## GaReSi: reading a density of states around the Fermi level

The density of states counts the electron states per eV in one cell. The columns named after shells give the part of it that sits on those atomic orbitals. Zero is the Fermi level, so rows with negative energy are filled and rows with positive energy are empty.

Density of states of GaReSi (P4/nmm, 6 atoms per cell, a = 3.210 Å, c = 8.115 Å), computed with Ansatz 0.2.0: PBE, scalar-relativistic plane-wave PAW, no spin polarisation, cutoff 420 eV, k mesh 12×12×6 (18×18×9 for the states). Tetrahedron method, averaged over 0.2 eV bins; energies are from the Fermi level. Shell columns are Loewdin projections summed over sites.

| energy (eV) | density of states total (states/eV/cell) | DOS Re 5d (states/eV/cell) | DOS Si 3p (states/eV/cell) | DOS Ga 4p (states/eV/cell) | DOS Ga 4s (states/eV/cell) | DOS Si 3s (states/eV/cell) |
| --- | --- | --- | --- | --- | --- | --- |
| -7.95 | 1.35 | 0.29 | 0.18 | 0.28 | 0.2500 | 0.2900 |
| -7.55 | 1.07 | 0.25 | 0.17 | 0.23 | 0.2600 | 0.1100 |
| -7.15 | 1.73 | 0.45 | 0.52 | 0.23 | 0.3900 | 0.0500 |
| -6.75 | 2.19 | 0.66 | 0.83 | 0.20 | 0.2900 | 0.1000 |
| -6.35 | 1.19 | 0.35 | 0.35 | 0.20 | 0.1000 | 0.0900 |
| -5.95 | 2.38 | 0.69 | 0.75 | 0.46 | 0.1600 | 0.1300 |
| -5.55 | 1.98 | 0.64 | 0.6 | 0.38 | 0.1400 | 0.0900 |
| -5.15 | 1.71 | 0.59 | 0.44 | 0.35 | 0.0800 | 0.1000 |
| -4.75 | 1.74 | 0.66 | 0.36 | 0.44 | 0.0800 | 0.0700 |
| -4.35 | 2.68 | 1.12 | 0.58 | 0.47 | 0.1600 | 0.1500 |
| -3.95 | 3.27 | 1.61 | 0.68 | 0.43 | 0.1600 | 0.1600 |
| -3.55 | 4.44 | 2.89 | 0.64 | 0.44 | 0.1200 | 0.1300 |
| -3.15 | 4.40 | 2.55 | 0.99 | 0.43 | 0.0900 | 0.1500 |
| -2.75 | 6.54 | 4.26 | 1.43 | 0.50 | 0.1000 | 0.0600 |
| -2.35 | 6.40 | 4.03 | 0.98 | 0.82 | 0.2500 | 0.0600 |
| -1.95 | 3.56 | 2.11 | 0.42 | 0.65 | 0.1700 | 0.0600 |
| -1.55 | 3.10 | 1.56 | 0.4 | 0.76 | 0.1500 | 0.0800 |
| -1.15 | 4.91 | 3.22 | 0.43 | 0.82 | 0.1800 | 0.0800 |
| -0.75 | 1.89 | 1.66 | 0.07 | 0.10 | 0.0000 | 0.0000 |
| -0.35 | 0.30 | 0.28 | 0.01 | 0.01 | 0.0000 | 0.0000 |
| 0.05 | 0.02 | 0.01 | 0 | 0.01 | 0.0000 | 0.0000 |
| 0.45 | 1.05 | 0.57 | 0.14 | 0.22 | 0.0700 | 0.0300 |
| 0.85 | 1.91 | 1.09 | 0.2 | 0.27 | 0.1800 | 0.0900 |
| 1.25 | 2.78 | 1.74 | 0.26 | 0.30 | 0.2400 | 0.1200 |
| 1.65 | 5.13 | 3.37 | 0.49 | 0.47 | 0.3900 | 0.1800 |
| 2.05 | 2.01 | 0.92 | 0.26 | 0.31 | 0.2100 | 0.1600 |
| 2.45 | 2.87 | 1.07 | 0.43 | 0.46 | 0.3100 | 0.4100 |
| 2.85 | 4.38 | 1.38 | 0.69 | 0.48 | 0.4600 | 0.5700 |
| 3.25 | 3.08 | 0.88 | 0.48 | 0.44 | 0.2300 | 0.2100 |
| 3.65 | 3.76 | 1.06 | 0.63 | 0.61 | 0.2700 | 0.2900 |
| 4.05 | 4.06 | 0.98 | 0.82 | 0.70 | 0.3100 | 0.3500 |
| 4.45 | 2.79 | 0.53 | 0.64 | 0.56 | 0.1700 | 0.1900 |
| 4.85 | 2.97 | 0.49 | 0.66 | 0.61 | 0.1700 | 0.1700 |
| 5.25 | 2.67 | 0.42 | 0.62 | 0.57 | 0.1500 | 0.1600 |
| 5.65 | 2.96 | 0.44 | 0.79 | 0.63 | 0.1600 | 0.2000 |

### 1. Which orbitals make the large peak below the Fermi level?

The 5d orbitals of rhenium do. In every row from −4.35 to −1.15 eV, DOS Re 5d is larger than DOS Si 3p and DOS Ga 4p together, and over these rows it makes up 59 % of the total. A d shell has five orbitals of similar energy on each atom, and they overlap less with their neighbours than p orbitals do. Many states therefore crowd into a few eV, which gives a high peak.

### 2. What changes deeper down?

From −7.95 to −4.75 eV the order is reversed: in each row the two p shells together outweigh Re 5d. Still, 5d keeps 30 % of the density there. So much 5d weight this far below the main 5d peak suggests that rhenium shares these states with its neighbours, as in a covalent bond. Standard bonding theory says that such mixing yields bonding combinations, which are lowered, and antibonding ones, which are raised. The projections fit such sharing, but they carry no sign that would tell the two kinds apart.

### 3. The row at 0.05 eV has a density of 0.02. Is this a poor metal?

No, in this calculation GaReSi is a semiconductor. The same run gives band edges 0.18 eV apart, with the Fermi level placed midway between them. The row averages over a bin that reaches from −0.05 to 0.15 eV, while the empty states begin at about 0.09 eV. The bin therefore covers part of the gap and the very foot of the empty band.

The gap can't be read from the low numbers around zero. The row at −0.35 eV is low as well, with 0.30 states per eV, yet it lies inside the filled band. A thin band edge makes a gap look wider than it is.

### 4. The rows at −0.75 and 0.85 eV are almost equally high. Are their states alike?

They differ in kind. At −0.75 eV, 88 % of the density is Re 5d and the s shells of Ga and Si contribute nothing at the printed precision. At 0.85 eV the 5d part is only 57 %, and both p and s orbitals of the neighbours take part.

A likely reading is that the upper filled states are d orbitals which point or combine in such a way that they hardly mix with Ga and Si. The lower empty states would then be antibonding partners of the shared states in question 2. This fits the weights, but a test would need the signs of the overlaps between atoms.

### 5. Can one count electrons with this table?

For Re 5d yes, to about one electron per cell. For the s shells no: much of their weight lies below the first row, and for Si 3s the rule below finds only about a third of the electrons. The rows stand 0.4 eV apart, so let each one represent a strip of that width. The number of electrons $N$ in a shell is then

$$N \approx 0.4\ \text{eV} \times \sum_{\text{filled rows}} D ,$$

where $D$ is the density in that shell's column. For Re 5d this gives 11.95 electrons per cell. The Loewdin population of the same run, which counts all filled states, is 12.63.

The sum is thus 5 % below the population. Some of the difference may be real, because a little 5d weight can lie below the first row. The spacing of the rows can matter as much: with every second filled row alone, each then standing for a strip of 0.8 eV, the count is 11.0 or 12.9, depending on which set is used. The output after this page lists these sums.

The same rule also shows how far each shell spreads. A cell has room for 20 electrons in Re 5d, and 90 % of these places fall within the energies of the table. For Si 3p it is 60 % and for Ga 4p 49 % of 12 places each. The 5d shell is gathered around the Fermi level, whereas much of the p weight lies far above it.

### 6. What would happen if tungsten or osmium replaced all the rhenium?

Suppose first that the bands stay as they are and only the number of electrons changes. Tungsten has one electron fewer than rhenium, and the cell holds two Re atoms, so two electrons must go. The two rows nearest below the gap supply

$$0.4 \times (0.30 + 1.89) = 0.88$$

electrons. The other 1.12 come out of the next strip, which starts at −0.95 eV and has 4.91 states per eV. The Fermi level therefore sinks by a further $1.12/4.91 = 0.23$ eV, to about −1.2 eV. That is inside a dense part of the band, and the material would be a metal.

Osmium adds two electrons instead. The same counting puts the Fermi level near 1.3 eV, again within a band.

There is a general point in this. Without spin polarisation each band holds two electrons per cell, so a gap needs an even number of them. The valence electrons number 26 with W, 28 with Re and 30 with Os, all even, yet only 28 can end at a gap. The reason is symmetry. The space group P4/nmm has a glide plane, a mirror combined with a shift by half the diagonal of the cell's square base, and it ties the bands together in pairs that touch somewhere. A gap in this structure therefore needs a multiple of four electrons per cell, which means an even number per formula unit. GaReSi has 14, while the compounds with W and Os would have 13 and 15. Even the right count is no guarantee, since one pair of bands must also stay clear of the next.

The estimate is rough, since a new element also shifts the d levels and the size of the cell. In band theory the lack of a gap is safer than the position of the Fermi level: it holds as long as the crystal keeps this symmetry and doesn't become magnetic.

### 7. Which digits can be trusted?

The lead of Re 5d in the main peak and the contrast between the two band edges are large effects and don't hang on the second decimal. Shares high in the empty band are less secure, because the five listed shells cover 95 % of the density in the filled rows but 83 % in those above zero.

The gap deserves the most caution. It was found on a mesh of k points, and a band edge between these points could only make it smaller. PBE usually gives gaps that are too small, which pulls the other way. Spin-orbit coupling is absent, and in a shell as heavy as Re 5d it may well move the band edges by an amount that matters for so small a gap. "A small gap of about 0.2 eV in PBE without spin-orbit coupling" is a fair statement; a prediction of the measured gap would need more than this run.

The analysis program printed:

```
Re 5d share of the rows from -7.95 to -4.75 eV, percent: 29.86
Si 3p plus Ga 4p share of the same rows, percent: 45.44
Re 5d share of the rows from -4.35 to -1.15 eV, percent: 59.41
Si 3p plus Ga 4p share of the same rows, percent: 30.2
Gap between the band edges of the outputs, eV: 0.1783
Conduction edge above the Fermi level, eV: 0.08902
States per cell in the 0.2 eV bin at 0.05 eV: 0.004
Re 5d share at -0.75 eV, percent: 87.83
Re 5d share at 0.85 eV, percent: 57.07
Si 3p plus Ga 4p share at -0.75 eV, percent: 8.995
Si 3p plus Ga 4p share at 0.85 eV, percent: 24.61
Si 3s plus Ga 4s share at 0.85 eV, percent: 14.14
Electrons per cell counted from the filled rows: 22.73
Valence electrons per cell left for below the window (of 28): 5.268
Re 5d electrons per cell counted from the filled rows: 11.95
Re 5d electrons per cell by the Loewdin population: 12.63
Re 5d electrons from every second filled row, first set: 11.04
Re 5d electrons from every second filled row, other set: 12.86
Part of the 20 Re 5d places found in the window, percent: 89.64
Part of the 12 Si 3p places found in the window, percent: 59.8
Part of the 12 Ga 4p places found in the window, percent: 49.47
Rigid-band Fermi level with 26 electrons (W for Re), eV: -1.179
Rigid-band Fermi level with 30 electrons (Os for Re), eV: 1.341
Listed shells as part of the total, filled rows, percent: 95
Listed shells as part of the total, rows above zero, percent: 82.82
```
